## Which partner does arsine hold?

Arsine, $\mathrm{AsH_3}$, can meet a hydroxide ion, a water molecule, or the gases CO, $\mathrm{N_2}$ and $\mathrm{H_2}$. Which of them does it hold most strongly, and how small an error would change the answer? The five cases run from an ion that forms a bond to a gas molecule that barely sticks, and different forces decide different steps of the order.

AsH3 with each partner in the gas phase, at the most strongly bound PBE0-D4/def2-TZVP minimum computed (Ansatz 0.2.0). Interaction energies are counterpoise-corrected (negative binds), with HF and frozen-core MP2 extrapolated from def2-TZVPPD and def2-QZVPPD, and the CCSD(T) correction and functionals in def2-TZVPPD. The correlation part is CCSD(T) less HF.

| partner | pair (SMILES) | CCSD(T) (kcal/mol) | HF (kcal/mol) | correlation part (kcal/mol) | MP2 less CCSD(T) (kcal/mol) | PBE0-D4 less CCSD(T) (kcal/mol) | B3LYP-D4 less CCSD(T) (kcal/mol) | r2SCAN-D4 less CCSD(T) (kcal/mol) | deformation, CCSD(T) (kcal/mol) |
| --- | --- | --- | --- | --- | --- | --- | --- | --- | --- |
| HO- | [OH-].[AsH3] | -22.69 | -20.80 | -1.88 | 0.02 | -3.28 | -0.72 | -3.05 | 5.11 |
| H2O | O.[AsH3] | -2.02 | -0.50 | -1.52 | -0.12 | -0.51 | -0.21 | -0.08 | 0.00 |
| CO | [C-]#[O+].[AsH3] | -0.70 | 0.68 | -1.38 | -0.17 | -0.21 | -0.04 | 0.07 | -0.01 |
| N2 | N#N.[AsH3] | -0.57 | 0.39 | -0.96 | -0.17 | -0.06 | 0.06 | 0.12 | 0.00 |
| H2 | [H][H].[AsH3] | -0.34 | 0.28 | -0.62 | -0.01 | -0.17 | -0.01 | 0.14 | 0.00 |

The CCSD(T) column is the interaction energy of the two partners in the shapes they have in the pair. More negative means more strongly bound. HF (Hartree–Fock) contains electrostatics, the mutual polarisation of the partners, electron donation and the repulsion of overlapping clouds. The correlation part adds dispersion, the attraction between fluctuating charges, and corrects the HF charge distributions.

The order is hydroxide, far ahead, then water, CO, $\mathrm{N_2}$ and $\mathrm{H_2}$. The printed analysis after the text splits each step into its HF and correlation parts.

## First limit: a charge and a bond

Hydroxide does not sit beside arsine as a loose neighbour. Its oxygen is 2.20 Å from arsenic, and the As–H bond roughly opposite is stretched to 1.66 Å, against about 1.52 Å for the others. This is the pattern of a dative bond: an oxygen lone pair pushes electrons into the antibonding orbital of the opposite As–H bond and weakens it. HF already supplies 92% of the interaction, as befits charge attraction and donation.

The bond has a price. Bending and stretching the partners into their bonded shapes costs 5.11 kcal/mol, the deformation energy, which leaves a net binding of 17.6 kcal/mol. Water binds by 2.0 kcal/mol and pays almost no deformation. The lead of hydroxide over water is therefore about 15.6 kcal/mol.

This is the energy of the adduct, in which hydroxide has added to arsenic. Arsine is known to be a stronger acid than water in the gas phase, so handing a proton to hydroxide leads to a still lower state, water with $\mathrm{AsH_2^-}$. The table ranks the adduct, not that product.

## Second limit: a polar molecule

Water points one hydrogen at the lone-pair side of arsenic, 2.68 Å away, in a weak hydrogen bond. Three quarters of its binding is correlation, so it looks like a dispersion complex. Its lead over CO tells another story: of the 1.32 kcal/mol, HF makes 1.18. What binds a pair need not be what ranks it.

The reason is that water and CO gain similar amounts from correlation. Water also has a large dipole and a positive hydrogen to offer, and this attraction outweighs the overlap repulsion. CO has almost no dipole, and its HF energy is repulsive at the geometry of the pair.

## Third limit: hardly any polarity

For CO, $\mathrm{N_2}$ and $\mathrm{H_2}$, HF gives repulsion and the opposite order: CO is repelled most, $\mathrm{H_2}$ least. A simple model suggests why. Let an attraction $C/R^6$ compete with a repulsion $A/R^{12}$, where $R$ is the distance and $A$ and $C$ are constants. At the minimum the two forces balance:

$$\frac{12A}{R^{13}}=\frac{6C}{R^{7}}\quad\Rightarrow\quad \frac{A}{R^{12}}=\frac12\,\frac{C}{R^{6}} .$$

The repulsion at rest is half the attraction. A partner that is pulled harder settles deeper in the repulsive wall, and a method that sees mainly the wall ranks the partners upside down. The table comes close to this rule: for CO the ratio of HF repulsion to correlation attraction is $0.68/1.38\approx0.5$, and for the other two gases it lies between 0.4 and 0.5. HF repulsion at these distances can thus be read largely as a footprint of the attraction that HF leaves out, though the HF energy also holds some electrostatic attraction and the power 12 is only a convenient choice.

## How strong should dispersion be?

The Slater–Kirkwood formula estimates dispersion from the polarisabilities $\alpha$ of the partners and their numbers $N$ of valence electrons. In atomic units, with A for arsine and B for its partner,

$$E=-\frac{3}{2}\,\frac{\alpha_A\alpha_B}{\sqrt{\alpha_A/N_A}+\sqrt{\alpha_B/N_B}}\,\frac{1}{R^6}.$$

Take CO. Rough recalled polarisabilities are 34 for arsine and 13 for CO, with 8 and 10 valence electrons. The square roots add up to 3.2, so the factor before $1/R^6$ is $1.5\times34\times13/3.2\approx210$. The middle of CO lies 7.3 bohr from arsenic, and $7.3^6\approx1.5\times10^5$. The energy is about $-0.0014$ hartree, or $-0.9$ kcal/mol, against a computed correlation part of $-1.38$.

No constant was adjusted to the table, and the formula was applied to the four neutral partners only. It recovers between about 60% and 90% of their correlation parts and puts them in the right order. Its steps are too small, above all between $\mathrm{N_2}$ and $\mathrm{H_2}$, where it finds 0.06 kcal/mol instead of 0.34. London's simpler formula, which uses ionisation energies, even places $\mathrm{H_2}$ marginally ahead of $\mathrm{N_2}$.

The estimate supports dispersion as the main source of the attraction. Part of its shortfall can be dispersion too, since the formula leaves out the steeper terms from $1/R^8$ onwards, but the correlation part also holds other effects. HF gives the small dipole of CO the wrong sign, and correlation repairs it. How much of CO's lead over $\mathrm{N_2}$ comes from this repair is open.

## How safe is each step?

The lead of hydroxide is safe in the gas phase. PBE0-D4 overbinds this pair by 3.28 kcal/mol, 14% of the CCSD(T) interaction, and that is only about a fifth of the lead. The run warned of large singles amplitudes, which can mean that one electron configuration is too few. They belong to hydroxide on its own more than to the pair, and its double amplitudes are small, so they point to orbitals that readjust rather than to a competing configuration. The HF solution is also stable, and MP2 agrees with CCSD(T) within 0.02 kcal/mol. The structure was optimised without diffuse functions, which an anion needs, so the binding energy is less certain than the order.

Water's lead over CO is also well protected. MP2 and the three functionals put it between 1.27 and 1.62 kcal/mol, and even HF keeps it.

CO leads $\mathrm{N_2}$ by only 0.13 kcal/mol. MP2 overbinds each of these pairs by 0.17 kcal/mol, more than the gap itself, yet finds the same gap because the errors cancel. Here lies the useful distinction: errors of equal size in both pairs cancel, while a one-sided error acts in full.

An error in proportion to the correlation part lies in between, because it cancels only partly. If only a fraction $f$ of each correlation part were recovered, CO and $\mathrm{N_2}$ would tie when

$$0.68-1.38f=0.39-0.96f,\qquad f=\frac{0.29}{0.42}\approx0.69 .$$

A shared loss of about 30% is needed to reverse them. If CO alone lost correlation energy, 9% would be enough.

The same reasoning gives $\mathrm{N_2}$ more protection against $\mathrm{H_2}$: they tie only when about a third of the correlation parts is left. The size of this step is less settled, from 0.12 kcal/mol with PBE0-D4 to 0.39 with MP2, but its direction holds at each correlated level and with each functional.

Agreement between methods has its own limit, since they share the same structures. The basis-set extrapolation is also large in the total energies, because the 3d electrons of arsenic are correlated, and the interaction energies rely on its cancellation between pair and partners. For a step of 0.13 kcal/mol that reliance matters; for the lead of hydroxide it does not.

## What would reverse the order?

**Hydroxide and water: a solvent.** Liquid water stabilises hydroxide by very roughly 100 kcal/mol. The adduct is larger and spreads its charge, so it should be hydrated less well. Losing about a sixth of that stabilisation would use up the whole gas-phase lead. A reversal in water is therefore plausible, though it was not computed.

**CO and $\mathrm{N_2}$: a small one-sided correction.** Zero-point motion is not in these energies. The two molecules have nearly equal masses, so much of it should cancel, but the remainder need not be small beside 0.13 kcal/mol.

**Temperature blurs this last choice.** At 298 K the thermal energy $RT$ is 0.59 kcal/mol, over four times the gap between CO and $\mathrm{N_2}$. On energy alone, CO would be favoured by a factor of only about 1.2. Unless entropy, which was not computed, separates the pairs, neither gas is clearly preferred at room temperature. The whole binding of each is also close to $RT$, so a single arsine molecule would hardly hold on to either.

The analysis program printed:

```
Gap to the partner above and its parts (kcal/mol):
  row  CCSD(T) gap  HF part  correlation part  binding with deformation  gap with deformation
  HO-          n/a      n/a               n/a                    -17.58                   n/a
  H2O        20.67     20.3              0.36                     -2.02                 15.56
   CO         1.32     1.18              0.14                     -0.71                  1.31
   N2         0.13    -0.29              0.42                     -0.57                  0.14
   H2         0.23    -0.11              0.34                     -0.34                  0.23
The same gap at other levels (kcal/mol):
  row    MP2  PBE0-D4  B3LYP-D4  r2SCAN-D4
  H2O  20.53    23.44     21.18      23.64
   CO   1.27     1.62      1.49       1.47
   N2   0.13     0.28      0.23       0.18
   H2   0.39     0.12      0.16       0.25
Dispersion formulas without fitted constants against the correlation part (kcal/mol):
  row  correlation part  Slater-Kirkwood   London  Slater-Kirkwood over correlation part
  HO-             -1.88              n/a      n/a                                    n/a
  H2O             -1.52          -0.9393  -0.6201                                 0.6179
   CO             -1.38           -0.858  -0.5914                                 0.6217
   N2             -0.96          -0.6346  -0.4484                                  0.661
   H2             -0.62          -0.5734  -0.4674                                 0.9249
HF share of the HO- interaction (%): 91.67
Correlation share of the H2O interaction (%): 75.25
Fraction of the correlation parts at which CO and N2 tie: 0.6905
Fraction of the correlation parts at which N2 and H2 tie: 0.3235
Loss of the CO correlation part alone that closes the CO-N2 gap (%): 9.42
Excess of the MP2 correlation part for CO (%): 12.32
Excess of the MP2 correlation part for N2 (%): 17.71
Thermal energy RT at 298 K (kcal/mol): 0.5922
Boltzmann factor of the CO-N2 gap at 298 K: 1.245
PBE0-D4 overbinding of HO- (% of CCSD(T)): 14.46
```
